The 10x10x10 mesh looks wrong. It has nearly twice as many points as 8x8x8, yet its energy lies 9.7 meV per atom from the reference, while the coarser mesh is only 3.1 meV away. A finer mesh ought to be the better one, and on average it is. In a metal, however, the error does not shrink step by step, and the reason lies in how electrons are counted at the Fermi level.

Ansatz 0.2.0, r2SCAN with PAW and plane waves up to 571.44 eV, for body-centred cubic tungsten (one-atom cell, cubic edge 3.165 Å) without spin polarization. All runs use unshifted k meshes and Fermi–Dirac smearing of 0.1 eV. Energies are free energies relative to the 12x12x12 mesh.

```tsv
k mesh	energy less reference (meV/atom)
3x3x3	393.9
5x5x5	-48.7
6x6x6	-40.2
8x8x8	3.1
10x10x10	9.7
```

The table gives the free energy per atom of body-centred cubic tungsten, less that of the same cell on a 12x12x12 mesh. The atoms never move and only the mesh changes, so each entry is a sampling error and not a physical energy. Three sizes are worth remembering: 0.4 eV for the coarsest mesh, 40 to 50 meV for the middle two, and 10 meV or less for the two finest. In chemical units these are roughly 40, 4 to 5 and 1 kJ/mol.

### An average taken from few samples

The electrons of a crystal occupy bands, whose energies vary with the wave vector $k$. The energy per atom contains an average over all wave vectors in the Brillouin zone, and the calculation replaces this average by a weighted sum over a mesh. For the band energies the sum reads

$$E_\text{band}=2\sum_k w_k\sum_i f_i(k)\,\varepsilon_i(k),$$

where $w_k$ is the share of the zone that point $k$ stands for, $\varepsilon_i$ the energy of band $i$, and $f_i$ its occupation between 0 and 1. The electron density, and with it the rest of the total energy, is built from the same weights and occupations.

In a metal some bands cross the Fermi level, so that $f_i$ drops from nearly 1 to nearly 0 inside the zone. The surface on which this happens has a detailed shape, and a coarse mesh sees it only through the few points that fall on one side or the other. Points related by symmetry have the same energies and therefore the same occupation. They fill or empty together, and electrons are dealt out in portions as large as the weight of the whole set.

These portions are large on the coarse meshes. At 3x3x3 only 4 inequivalent points represent the zone, and one set of equivalent points carries 44 % of it. A single band at that set holds almost 0.9 electron when full. The entropy term, which arises only from partly filled levels, suggests that one such portion is split on this mesh. It is 60 meV, and one half-filled band at the heaviest set would give $2\times0.444\times0.1\ \text{eV}\times\ln 2$, or 62 meV. Two bands of equal energy at the set with 22 % of the weight would give the same, and symmetry allows such pairs there, since its points lie on the fourfold axes of the crystal. In either case the Fermi level sits close to levels that together hold almost 0.9 electron when full. An error of a few tenths of an eV is then no surprise. On so few points even full bands may be averaged poorly, and the data do not separate the two errors.

### Why the smearing does not rescue the sum

The calculation softens the drop in occupation with a smearing width of 0.1 eV. This helps only if neighbouring mesh points differ in energy by about as little. Take a band that rises by $W\approx5$ eV, a rough recalled size for tungsten, between the centre of the zone and its boundary. With $N$ divisions along each axis there are about $N/2$ steps on the way, and for the 10x10x10 mesh

$$\Delta\varepsilon\approx\frac{W}{N/2}=\frac{5\ \text{eV}}{5}=1\ \text{eV}.$$

The step is ten times the smearing width. The softened region itself is wider than that number suggests, since the occupation takes about 0.4 eV to drop from 90 % to 10 %, but it is still narrower than the step. A band therefore tends to leap across it from one mesh point to the next, and the sum still feels a rather sharp edge. Flatter bands take smaller steps, so the estimate holds only as an order of magnitude. It contains no parameter adjusted to the table, and the output after the text lists it for every mesh.

The estimate explains why the error persists, but not how large it is. From 3x3x3 to 10x10x10 the step shrinks about threefold, whereas the energy error shrinks some fortyfold. A faster fall is expected. An electron placed on the wrong side of the Fermi level costs only its distance from that level, so the error should go roughly as the step times the portion, and both tend to shrink as the mesh grows, though not at every step. With many sets of points, errors of opposite sign also cancel more and more.

### The overshoot and the stalled step

Between 3x3x3 and 5x5x5 the energy falls by more than 0.4 eV and ends 48.7 meV below the reference. That is not a better energy. Enlarging a basis set gives the electrons more freedom and can only lower a variational energy, but refining a mesh swaps one set of samples for another. The new average may lie on either side of the true one. To predict the side one would need the band energies at each point, which are not available here.

The next refinement achieves little. The 6x6x6 mesh has 216 points against 125, yet it stays 40.2 meV below the reference, an improvement of less than 10 meV. This is not one error carried over from mesh to mesh. Against the reference, the Fermi level lies 0.25 eV too low at 5x5x5 and 0.31 eV too high at 6x6x6. The two meshes fill the bands differently, and their similar energies are partly chance. The weights leave room for such chance: the heaviest set of equivalent points carries 22 % of the zone at 6x6x6, slightly more than the 19 % at 5x5x5.

At 8x8x8 the heaviest set carries only 9 %, and the energy moves up by 43 meV to the neighbourhood of the reference. Finer portions leave less room for a large error, but they do not fix its size, which also depends on which bands cross the Fermi level at the heavy points.

### Each quantity settles at its own pace

The band overlap shows how differently another quantity can behave. Tungsten has 14 electrons in this calculation, enough to fill seven bands, and the overlap measures how far the top of the seventh band lies above the bottom of the eighth. It is 2.2 eV at 3x3x3 and 4.0 eV at 5x5x5, then 6.6 eV on every even mesh. It has settled at 6x6x6, where the energy is still 40 meV off.

The difference is that between an extremum and an average. An extremum is right as soon as the mesh contains the points where it occurs, however little they weigh. Even meshes include special points on the zone boundary, such as the corner called H, which odd meshes miss. H carries less than 0.5 % of the weight at 6x6x6, so it can fix the overlap while hardly touching the energy. That at least one of the two extremes lies at such a boundary point is inferred from the odd–even pattern.

The Fermi level is the slow one. Over the 8x8x8, 10x10x10 and 12x12x12 meshes it still wanders by 0.34 eV, although the energies agree within 10 meV. It must sit where the filled levels add up to 14 electrons, and on a sparse ladder of levels it can slide a long way while few electrons change place. Such a slide costs little energy, but it matters to anyone who reads a property at the Fermi level.

Some large parts of the energy also settle later than the total. At 6x6x6 the attraction of the electrons to the local potential of the ions is almost 1 eV too strong, more than twenty times the error of the total. Their mutual repulsion is too large by about 0.5 eV, and the nonlocal part of the potential energy by about 0.4 eV, which together cancel most of the excess. Such cancellation is expected: near self-consistency a small shift of density changes the parts in first order, but their sum on a given mesh only in second.

### What the last two rows can bear

This returns us to the mesh that looked wrong. Its error and that of 8x8x8 differ by less than 7 meV, and each mesh places its points differently around the same Fermi surface. Errors of this size can come out in either order. Extrapolating the smearing contribution away does not restore the expected order: the 8x8x8 error goes from 3.1 to −1.0 meV, while that of 10x10x10 grows to 11.7 meV. An error that has changed sign between coarser and finer meshes can be small by luck, so the closeness of 8x8x8 to the reference may be accidental.

The reference is itself a finite mesh, and no denser one tests it. For coarse meshes, among which all rows here are counted, the makers of the data give errors of up to 40 meV per atom. That figure comes from their tests on other systems, not from these runs, and here 3x3x3 exceeds it about tenfold and the next two meshes slightly. The rows are also a selection, without runs that failed or met a known fault of the program, so the series need not show every way in which a mesh can go wrong. The three finest agree within 10 meV, which is encouraging but no bound on what remains. For an energy difference of a few meV per atom, the sound test is to refine the mesh further until several successive results, and not just one pair, stay within the tolerance.

Numerical output:

```
Energy errors and sampling:
       row  points in full mesh  energy error meV  error without smearing meV  entropy term meV  rough band step eV
     3x3x3                   27             393.9                       417.3             60.38               3.333
     5x5x5                  125             -48.7                       -52.5             6.008                   2
     6x6x6                  216             -40.2                       -38.2             17.71               1.667
     8x8x8                  512               3.1                          -1              5.32                1.25
  10x10x10                 1000               9.7                        11.7              17.6                   1
Other quantities:
       row  Fermi level less reference eV  band overlap eV  local potential energy less reference eV
     3x3x3                         0.9637            2.205                                     1.256
     5x5x5                        -0.2503            4.016                                    0.3996
     6x6x6                         0.3056             6.63                                   -0.9469
     8x8x8                       -0.08362            6.621                                   -0.1538
  10x10x10                         0.2599            6.616                                   0.09688
Fall of energy from 3x3x3 to 5x5x5, meV per atom: 442.6
Rise of energy from 5x5x5 to 6x6x6, meV per atom: 8.5
Rise of energy from 6x6x6 to 8x8x8, meV per atom: 43.3
Rise of energy from 8x8x8 to 10x10x10, meV per atom: 6.6
Inequivalent points in 3x3x3: 4
Inequivalent points in 5x5x5: 10
Inequivalent points in 6x6x6: 16
Inequivalent points in 8x8x8: 29
Largest share of one set of equivalent points in 3x3x3, percent: 44.44
Largest share of one set of equivalent points in 5x5x5, percent: 19.2
Largest share of one set of equivalent points in 6x6x6, percent: 22.22
Largest share of one set of equivalent points in 8x8x8, percent: 9.375
Share of the single point H in 6x6x6, percent: 0.463
Spread of band overlap over the even meshes, meV: 14.17
Spread of Fermi level over 8x8x8 to 12x12x12, eV: 0.3435
Fermi level shift at 10x10x10 over smearing width: 2.599
Local potential shift over total energy error at 6x6x6, sizes: 23.55
```
